\section*{Klopman--Salem equation and the limits of charge and orbital control}

The Klopman--Salem equation gives the energy change $\Delta E$ when two closed-shell molecules $R$ and $S$ begin to overlap, using only properties of the separate molecules. Klopman and Salem published its parts independently in 1968. Conventions: indices $a,a'$ label atomic orbitals (AOs) of $R$ and $b,b'$ those of $S$; $r$ and $s$ label molecular orbitals (MOs) with energies $E_r$, $E_s$ and real coefficients $c_{ra}$, $c_{sb}$; $k$ and $l$ label atoms. A negative $\Delta E$ means stabilisation.

\subsection*{Premises}

\textbf{P1.} Each fragment has a H\"uckel-type one-electron Hamiltonian matrix ($\mathbf H^R$, $\mathbf H^S$) in an AO basis that is orthonormal within the fragment. Occupied MOs hold two electrons. Geometries are frozen.

\textbf{P2.} On approach the blocks $\mathbf H^R$ and $\mathbf H^S$ stay unchanged. New elements $H_{ab}$ and overlaps $S_{ab}$ appear between the fragments, all of order $\lambda\ll1$.

\textbf{P3.} The energy is twice the sum of the occupied orbital energies plus the Coulomb interaction between the charge distributions of $R$ and $S$, whose scale is called $\gamma$. We keep the orders $\lambda^2\gamma^0$ and $\lambda^0\gamma^1$.

\textbf{P4.} Contacts are pairwise: each AO overlaps with at most one AO of the partner, and the coupling $\beta_{ab}$ defined below vanishes wherever $S_{ab}$ does.

The density matrix and the populations of $R$ are
\begin{equation}
P_{aa'}=2\sum_r^{\rm occ}c_{ra}c_{ra'},\qquad q_a=P_{aa},
\end{equation}
and likewise for $S$. Because the MOs are an orthogonal transform of the AOs, they obey closure:
\begin{equation}
\sum_r^{\rm all}c_{ra}c_{ra'}=\delta_{aa'},\qquad
\sum_r^{\rm vac}c_{ra}c_{ra'}=\delta_{aa'}-\tfrac12P_{aa'} .
\label{closure}
\end{equation}

\subsection*{Step 1: orbital shifts with overlap}

In the basis of fragment MOs, $H_{rs}=\sum_{ab}c_{ra}c_{sb}H_{ab}$ and $S_{rs}=\sum_{ab}c_{ra}c_{sb}S_{ab}$. Seek the root $\varepsilon$ of $(\mathbf H-\varepsilon\mathbf S)\mathbf x=0$ that tends to $E_r$, with $x_r=1$. Rows $r$ and $s$ read
\begin{align}
(E_r-\varepsilon)+\sum_s(H_{rs}-\varepsilon S_{rs})x_s&=0,\\
(E_s-\varepsilon)x_s+(H_{rs}-\varepsilon S_{rs})+\sum_{r'\neq r}(H_{r's}-\varepsilon S_{r's})x_{r'}&=0 .
\end{align}
An orbital $r'$ is reached from $r$ only through some $s$, so $x_{r'}=O(\lambda^2)$ and the last sum is $O(\lambda^3)$. Hence $x_s=(H_{rs}-E_rS_{rs})/(E_r-E_s)$ to first order, and the first row gives
\begin{equation}
\varepsilon-E_r=\sum_s\frac{(H_{rs}-E_rS_{rs})^2}{E_r-E_s}+O(\lambda^4).
\label{shift}
\end{equation}
Odd orders vanish because reversing the sign of all AOs of $S$ turns $\lambda$ into $-\lambda$ and leaves the roots unchanged. The shift of an orbital $s$ follows by exchanging $r$ and $s$.

\subsection*{Step 2: the effective coupling}

$H_{rs}$ depends on the zero of energy, since $\mathbf H\to\mathbf H+u\mathbf S$ changes it by $uS_{rs}$. The combination
\begin{equation}
h_{rs}=H_{rs}-\tfrac12(E_r+E_s)S_{rs}
\end{equation}
does not. Using $E_rc_{ra}=\sum_{a'}H^R_{aa'}c_{ra'}$ and its analogue for $S$,
\begin{equation}
h_{rs}=\sum_{ab}c_{ra}c_{sb}\beta_{ab},\qquad
\beta_{ab}=H_{ab}-\tfrac12\sum_{a'}H^R_{aa'}S_{a'b}-\tfrac12\sum_{b'}S_{ab'}H^S_{b'b}.
\label{beta}
\end{equation}
This defines the resonance integral of the equation. Its sign follows from writing the one-electron operator as $t+v_R+v_S$. If the MOs are eigenfunctions of $t+v_R$ and $t+v_S$, then $H_{rs}=E_rS_{rs}+\langle r|v_S|s\rangle=E_sS_{rs}+\langle r|v_R|s\rangle$, and the mean of the two forms gives $h_{rs}=\tfrac12\langle r|v_R+v_S|s\rangle$. The potentials are attractive in the overlap region, so $\beta_{ab}$ and $S_{ab}$ have opposite signs. P4 is an assumption about $\beta_{ab}$, and by Eq.~(\ref{beta}) it differs from assuming that $H_{ab}$ is local.

\subsection*{Step 3: sum over occupied orbitals}

Each pair $(r,s)$ enters twice the sum of occupied shifts according to its occupation. Write $H_{rs}-E_rS_{rs}=h_{rs}-\tfrac12(E_r-E_s)S_{rs}$ and $H_{rs}-E_sS_{rs}=h_{rs}+\tfrac12(E_r-E_s)S_{rs}$.

Both occupied: both shifts count, and the squares of $h_{rs}$ and of $S_{rs}$ cancel,
\begin{equation}
2\,\frac{[h_{rs}-\tfrac12(E_r-E_s)S_{rs}]^2-[h_{rs}+\tfrac12(E_r-E_s)S_{rs}]^2}{E_r-E_s}=-4h_{rs}S_{rs}.
\end{equation}
No denominator is left, so the result survives when $E_r=E_s$. The isolated $2\times2$ problem confirms this: its roots sum to $E_r+E_s-2h_{rs}S_{rs}/(1-S_{rs}^2)$ for any spacing.

Only $r$ occupied: expanding the square,
\begin{equation}
\frac{2h_{rs}^2}{E_r-E_s}-2h_{rs}S_{rs}+\tfrac12(E_r-E_s)S_{rs}^2 .
\label{ov}
\end{equation}
Only $s$ occupied: the same with $r$ and $s$ exchanged. Both vacant: nothing.

Collect the terms in $hS$. Split each $-4hS$ into two halves and join one half to each family of occupied--vacant pairs. One index then runs over all orbitals, and Eq.~(\ref{closure}) applies:
\begin{align}
\Delta E_{\rm rep}&=-2\sum_r^{\rm occ}\sum_s^{\rm all}h_{rs}S_{rs}-2\sum_s^{\rm occ}\sum_r^{\rm all}h_{rs}S_{rs}\nonumber\\
&=-\sum_{aa'b}P_{aa'}\beta_{ab}S_{a'b}-\sum_{abb'}P_{bb'}\beta_{ab}S_{ab'} .
\end{align}
By P4 an AO $b$ has one partner, which forces $a'=a$, and likewise $b'=b$:
\begin{equation}
\Delta E_{\rm rep}=-\sum_{ab}(q_a+q_b)\beta_{ab}S_{ab}>0 .
\end{equation}
The usual name is closed-shell repulsion, but the compact form also contains the $-2hS$ parts of the occupied--vacant pairs.

The last term of Eq.~(\ref{ov}) is conventionally dropped. With the gap $\Delta_{rs}=|E_r-E_s|$ it sums to
\begin{equation}
\Delta E_{S^2}=-\tfrac12\sum_{\rm occ,vac}\Delta_{rs}S_{rs}^2 .
\label{s2}
\end{equation}
If $\beta_{ab}=\kappa S_{ab}$ with one constant $\kappa$, its ratio to the first term of Eq.~(\ref{ov}) is $(\Delta_{rs}/2\kappa)^2$. Dropping it requires $\Delta_{rs}\ll2|\kappa|$.

\subsection*{Step 4: the Coulomb term}

At order $\lambda^0\gamma^1$ the energy is the expectation value of the intermolecular Coulomb operator in the product of the unperturbed fragment states, that is the classical interaction of two frozen charge densities. The density of $R$ is
\begin{equation}
\rho_R(\mathbf x)=e\sum_kZ_k\,\delta(\mathbf x-\mathbf X_k)-e\sum_{aa'}P_{aa'}\chi_a(\mathbf x)\chi_{a'}(\mathbf x),
\end{equation}
with core charge numbers $Z_k$. Neglect the products $\chi_a\chi_{a'}$ with $a\ne a'$, which carry no net charge by P1, and replace each $\chi_a^2$ by a point at its nucleus. Each atom then carries the charge number $Q_k=Z_k-\sum_{a\in k}q_a$, and
\begin{equation}
\Delta E_{\rm C}=\sum_{k\in R}\sum_{l\in S}Q_kQ_l\gamma_{kl},\qquad \gamma_{kl}=\frac{e^2}{4\pi\varepsilon_0\varepsilon_rR_{kl}} .
\end{equation}
The relative permittivity $\varepsilon_r$ is a further assumption. It equals 1 in vacuum, and the bulk value of a solvent is doubtful at contact, where no solvent lies between the atoms.

\subsection*{Result}

\begin{align}
\Delta E={}&-\sum_{ab}(q_a+q_b)\beta_{ab}S_{ab}+\sum_{kl}\frac{Q_kQ_l\,e^2}{4\pi\varepsilon_0\varepsilon_rR_{kl}}\nonumber\\
&+\sum_r^{\rm occ}\sum_s^{\rm vac}\frac{2\left(\sum_{ab}c_{ra}c_{sb}\beta_{ab}\right)^2}{E_r-E_s}
+\sum_s^{\rm occ}\sum_r^{\rm vac}\frac{2\left(\sum_{ab}c_{ra}c_{sb}\beta_{ab}\right)^2}{E_s-E_r}.
\label{KS}
\end{align}
Every denominator is occupied minus vacant energy, so each term of the second line, $\Delta E_{\rm orb}$, is negative or zero when all occupied levels lie below all vacant ones.

\subsection*{Large uniform gaps: charge control}

Suppose all gaps for donation from $R$ to $S$ lie near $\Gamma_{RS}$ and all gaps for the reverse near $\Gamma_{SR}$. Take the denominators out of the sums, expand the squares, and use $\sum_r^{\rm occ}c_{ra}c_{ra'}=P_{aa'}/2$ with Eq.~(\ref{closure}):
\begin{equation}
\Delta E_{\rm orb}\approx-\frac{{\rm tr}\,[\mathbf P^R\boldsymbol\beta(2-\mathbf P^S)\boldsymbol\beta^{T}]}{2\Gamma_{RS}}
-\frac{{\rm tr}\,[\mathbf P^S\boldsymbol\beta^{T}(2-\mathbf P^R)\boldsymbol\beta]}{2\Gamma_{SR}},
\label{tr}
\end{equation}
where 2 stands for twice the unit matrix. All terms have one sign, so if the gaps lie within $\Gamma\pm w$ the approximate and the full sum differ by at most the fraction $w/(\Gamma-w)$ of the former. Individual orbitals have disappeared. For a single contact $ab$ only populations remain:
\begin{equation}
\Delta E_{\rm orb}\approx-\frac{\beta_{ab}^2}{2}\left[\frac{q_a(2-q_b)}{\Gamma_{RS}}+\frac{q_b(2-q_a)}{\Gamma_{SR}}\right].
\label{pop}
\end{equation}
For two contacts $a_1b_1$ and $a_2b_2$ with couplings $\beta_1$, $\beta_2$, the off-diagonal elements add
\begin{equation}
+P_{a_1a_2}P_{b_1b_2}\,\beta_1\beta_2\left(\frac1{\Gamma_{RS}}+\frac1{\Gamma_{SR}}\right)
\label{cross}
\end{equation}
to the two single-contact terms. Bond orders therefore survive closure, and the relative sign of $\beta_1$ and $\beta_2$ still matters.

Since Eq.~(\ref{tr}) falls as $1/\Gamma$ while $\Delta E_{\rm C}$ does not depend on $\Gamma$, the choice between two sites passes to the Coulomb term when its difference between the sites exceeds that of the other terms. This is charge control. It needs charges on both partners, and the window for the limit is $w\ll\Gamma\ll2|\kappa|$, the upper bound coming from Eq.~(\ref{s2}).

\subsection*{One small gap: orbital control}

Let $\Delta$ be the smallest gap, between the HOMO of one fragment and the LUMO of the other, with coupling $h$, and let $\Delta'$ be the next gap. The other terms together are bounded in size by $2\sum'h_{rs}^2/\Delta'$. The frontier term $-2h^2/\Delta$ therefore dominates when
\begin{equation}
h^2/\Delta\gg\textstyle\sum'h_{rs}^2/\Delta' .
\end{equation}
A small gap is not enough: $h$ must not vanish by a node or by symmetry. The gap also has a lower limit. Treat the pair alone, with coupling $h$ and the overlap set aside in the repulsion term. The lower root lies $\tfrac12\sqrt{\Delta^2+4h^2}$ below the mean level, and two electrons gain
\begin{equation}
\Delta-\sqrt{\Delta^2+4h^2}=-\frac{2h^2}{\Delta}+\frac{2h^4}{\Delta^3}-\dots
\label{two}
\end{equation}
The series converges for $2|h|<\Delta$, the leading relative correction is $h^2/\Delta^2$, and at $\Delta\to0$ the gain tends to $-2|h|$, linear in the coefficients, where Eq.~(\ref{KS}) diverges.

\subsection*{Range of validity}

Equation~(\ref{KS}) holds for closed shells at early approach, with $S_{ab}\ll1$, pairwise contacts and $2|h_{rs}|<\Delta_{rs}\ll2|\kappa|$ for every occupied--vacant pair. It describes frozen reactants, so it bears on a barrier only if energy curves that are ordered at early approach keep their order. The omitted terms are these. (i) P2 drops the short-range part of $\langle r|v_S|r'\rangle$, which is of the same formal order as $\beta S$; $\beta$ is thus an effective parameter. (ii) Order $\gamma^2$ contains induction and dispersion. (iii) Order $\lambda^2\gamma$ shifts the denominators: moving an electron from $r$ to $s$ changes the charges, and the gap becomes
\begin{equation}
E_s-E_r+\sum_{kl}\gamma_{kl}\left[(Q_k+c_{rk}^2)(Q_l-c_{sl}^2)-Q_kQ_l\right],
\label{den}
\end{equation}
written for one AO per atom. (iv) A $\pi$-only treatment omits the repulsion of the $\sigma$ electrons. The sizes are given below.

\subsection*{Illustration: allyl cation plus ethylene}

Number allyl C1--C2--C3 and ethylene C4--C5. Inputs, all typical values: intramolecular $\beta_0=-250\ \mathrm{kJ\,mol^{-1}}$ with neighbour overlap $S_0=0.25$ (used only to fix $\kappa$); contact overlap $S=0.10$, typical of carbon $2p$ orbitals pointing at each other at about $265\ \mathrm{pm}$; and the Mulliken-type proportionality $\kappa=\beta_0/S_0=-1000\ \mathrm{kJ\,mol^{-1}}$, which gives $\beta=-100\ \mathrm{kJ\,mol^{-1}}$. Both molecules share one $\alpha$.

The allyl MOs are $\psi_1=(\tfrac12,\tfrac1{\sqrt2},\tfrac12)$ at $\alpha+\sqrt2\beta_0$, $\psi_2=(\tfrac1{\sqrt2},0,-\tfrac1{\sqrt2})$ at $\alpha$, and $\psi_3=(\tfrac12,-\tfrac1{\sqrt2},\tfrac12)$ at $\alpha-\sqrt2\beta_0$. The cation fills $\psi_1$, so $q=(\tfrac12,1,\tfrac12)$, $Q=(\tfrac12,0,\tfrac12)$ and $P_{13}=\tfrac12$. Ethylene has $\pi,\pi^*=(1,\pm1)/\sqrt2$ at $\alpha\pm\beta_0$, with $q=1$, $Q=0$ and $P_{45}=1$. The Coulomb term is therefore zero. The gaps are $250\ \mathrm{kJ\,mol^{-1}}$ for $\pi\to\psi_2$ and $(1+\sqrt2)|\beta_0|=604\ \mathrm{kJ\,mol^{-1}}$ for $\pi\to\psi_3$ and $\psi_1\to\pi^*$; the ratios $(\Delta/2\kappa)^2$ are 0.016 and 0.091.

Four approaches are compared at equal $|S|$ per contact: A, C1--C4; B, C2--C4; C, C1--C4 and C3--C5 with equal signs (suprafacial on both); D, the same with $\beta_2=-\beta$, $S_2=-S$ (antarafacial on one partner). For A the couplings are $h=\beta/2$, $\beta/2\sqrt2$, $\beta/2\sqrt2$ for the three pairs in the order above; for B their sizes are $0$, $|\beta|/2$, $|\beta|/2$; for C $0$, $|\beta|/\sqrt2$, $0$; for D $|\beta|$, $0$, $|\beta|/\sqrt2$. Energies are in $\mathrm{kJ\,mol^{-1}}$. The last column is the exact solution of the $5\times5$ problem with overlap, with $H_{ab}$ rebuilt from Eq.~(\ref{beta}).

\begin{center}
\begin{tabular}{lrrrrrrr}
 & $\Delta E_{\rm rep}$ & $\pi\to\psi_2$ & $\pi\to\psi_3$ & $\psi_1\to\pi^*$ & Eq.~(\ref{KS}) & plus Eq.~(\ref{s2}) & $5\times5$\\ \hline
A & 15.0 & $-20.0$ & $-4.1$ & $-4.1$ & $-13$ & $-14$ & $-14$\\
B & 20.0 & 0 & $-8.3$ & $-8.3$ & 3 & 2 & 2\\
C & 30.0 & 0 & $-16.6$ & 0 & 13 & 12 & 11\\
D & 30.0 & $-80.0$ & 0 & $-16.6$ & $-67$ & $-69$ & $-60$
\end{tabular}
\end{center}

\textbf{Site choice.} Equation~(\ref{KS}) favours A over B by 17, of which 5.0 comes from repulsion and 11.7 from $\Delta E_{\rm orb}$; the $5\times5$ solution gives 16. With $q_b=1$ and equal gaps the bracket of Eq.~(\ref{pop}) is $2/\Gamma$ for any $q_a$, so at $\Gamma=604\ \mathrm{kJ\,mol^{-1}}$ both sites would receive $-16.6$. The whole orbital preference thus comes from the smaller $\pi\to\psi_2$ gap, acting on an orbital with a node at C2. The frontier term is 71\,\% of $\Delta E_{\rm orb}$ in A and 83\,\% in D.

\textbf{Symmetry.} In C, $\pi$ is symmetric and $\psi_2$ antisymmetric under the mirror plane, the frontier term vanishes and the approach is repulsive, as the Woodward--Hoffmann rule states for a suprafacial thermal cycloaddition of four electrons. Closure keeps the ordering: at equal gaps Eqs.~(\ref{pop}) and (\ref{cross}) give $-2\beta^2/\Gamma\pm\beta^2/\Gamma$, that is $-\beta^2/\Gamma$ for C and $-3\beta^2/\Gamma$ for D. Equal $|S|$ in D would demand a twist whose cost the frozen model lacks.

\textbf{Small-gap limit.} In D, $2|h|/\Delta=0.8$, and Eq.~(\ref{two}) gives $-70.2$ in place of $-80.0$, a change of the size of the departure from the $5\times5$ value. A cation holds its levels lower than a shared $\alpha$ implies. Lowering the allyl levels by an assumed $150\ \mathrm{kJ\,mol^{-1}}$ at fixed $\beta$ makes the terms of A $-50.0$, $-5.5$ and $-3.3$. The frontier share rises to 85\,\%, but now $2|h|=\Delta$, the edge of convergence, and Eq.~(\ref{two}) gives $-41.4$ for the frontier pair.

\textbf{If the partner were charged.} Take C--C $=140\ \mathrm{pm}$ and a $120^\circ$ angle (approximate), $\varepsilon_r=1$, and a charge $-e$ at $265\ \mathrm{pm}$ above the plane. The Coulomb term is $-456$ above C1 and $-464$ above C2. The term is large, yet its site difference is 8 and favours the uncharged carbon. Above C2 the charge is $300\ \mathrm{pm}$ from both half charges; above C1 it is 265 and $359\ \mathrm{pm}$ from them, which in a $1/R$ sum acts as their harmonic mean, $305\ \mathrm{pm}$. The preference depends on the height and passes to C1 below about $197\ \mathrm{pm}$. The sum over all atom pairs decides, and the charge on the contact atom alone can mislead.

\textbf{Sizes of the omitted terms.} (i) $|\beta S|=10$. (ii) With an approximate polarisability volume $\alpha'=4.2\times10^{-30}\ \mathrm{m^3}$, a distance $d=300\ \mathrm{pm}$ between centres and $\varepsilon_r=1$, induction is $-\alpha'e^2/(8\pi\varepsilon_0d^4)=-36$ per mole in the same unit. The London estimate $-\tfrac34I\alpha'^2/d^6$, with this $\alpha'$ for both partners and a typical $I=1000\ \mathrm{kJ\,mol^{-1}}$, is $-18$. (iii) At $265\ \mathrm{pm}$, $\gamma=524/\varepsilon_r$. With one $\gamma$ for all atom pairs, Eq.~(\ref{den}) and its mirror image give no shift for $\pi\to\psi_2$ and $\pi\to\psi_3$, since one partner is neutral before and after, but $-2\gamma$ for $\psi_1\to\pi^*$. That shift is opposed by the cost of ionising a cation, which H\"uckel levels omit, so the gap of this pair is poorly defined. (iv) One more contact with $q_a=q_b=1$ and $S=0.10$ adds 20. Each of these rivals the totals for A, B and C. The table therefore supports no binding energy. Its content lies in the differences between rows at equal distance, and these hold to the extent that the omitted terms depend on distance more than on site.